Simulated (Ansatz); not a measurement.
Sb: pressure as volume scale varies

Results calculated with Ansatz 0.2.0, not measured. Periodic Kohn-Sham DFT of a crystal at fixed atoms, scaled to volume_scale times the given cell; pressure positive in compression, energy less spherical unpolarised free atoms, largest_vzz the field gradient of largest size among the nuclei.

The cell before it is scaled or strained (space group I4/mmm, No. 139):
```
CELL_PARAMETERS angstrom
-1.50500 1.50500 2.48000
1.50500 -1.50500 2.48000
1.50500 1.50500 -2.48000
ATOMIC_POSITIONS crystal
Sb 0.00000 0.00000 0.00000
```

Settings of every row: method frozen-core PAW; functional PBEsol; relativity scalar; k mesh 19x19x19; filling fermi-dirac; smearing width 0.05 eV; wave cutoff 420 eV; paw set soft_2.

Atom start moment: 0 on all atoms.

Limits: PAW files made with PBE; all rows lie far from zero pressure; field gradient without spin-orbit coupling on heavy atoms; no gap: field gradients move with the k mesh; no spin-orbit coupling on heavy atoms.

```csv
row,volume scale,V (Å³/atom),pressure (GPa),largest V_zz (1e21 V/m^2)
1,0.94,21.121,24.273,3.532
2,0.95,21.346,22.542,3.585
3,0.96,21.57,?,?
4,0.98,22.02,17.865,3.729
5,0.99,22.244,16.456,3.765
6,1,22.469,15.117,3.792
7,1.01,22.694,13.845,3.813
8,1.02,22.918,12.638,3.831
9,1.04,23.368,10.41,3.866
10,1.05,23.593,9.382,3.888
11,1.06,23.817,8.404,3.913
```

Question: what pressure should row 3 give?

Worked fit of pressure. Take u = (V_r/V)^(2/3) − 1 with V_r = 22.581 Å³ an atom, which is twice the finite (Eulerian) strain; such expansions in the strain, on which the Birch-Murnaghan equation of state is built, carry the rest volume and the bulk modulus. The shown rows have u = 0.04557, 0.03821, 0.01691, 0.01007, 0.00332, -0.00332, -0.00983, -0.02258, -0.0288, -0.0349. Least squares give pressure = 14.4753 + 191.682 × u + 510.71 × u² GPa; a straight line predicts inner rows, each left out in turn, worse (root mean square 0.31 against 0.0031 GPa). The rows lie off it by 0.002, -0.003, 0.002, -0.001, 0.000, 0.000, -0.002, 0.002, 0.004, -0.004. The withheld row has u = 0.03101, so the fit gives 14.4753 + 191.682 × (0.03101) + 510.71 × (0.03101)² = 20.910 GPa.

The calculation gave 20.902 GPa. The fit lies 0.008 GPa (0.05 % of the column's range) above it; its largest miss of a shown row is 0.004 GPa.

The other values of row 3: largest V_zz 3.636 1e21 V/m^2.
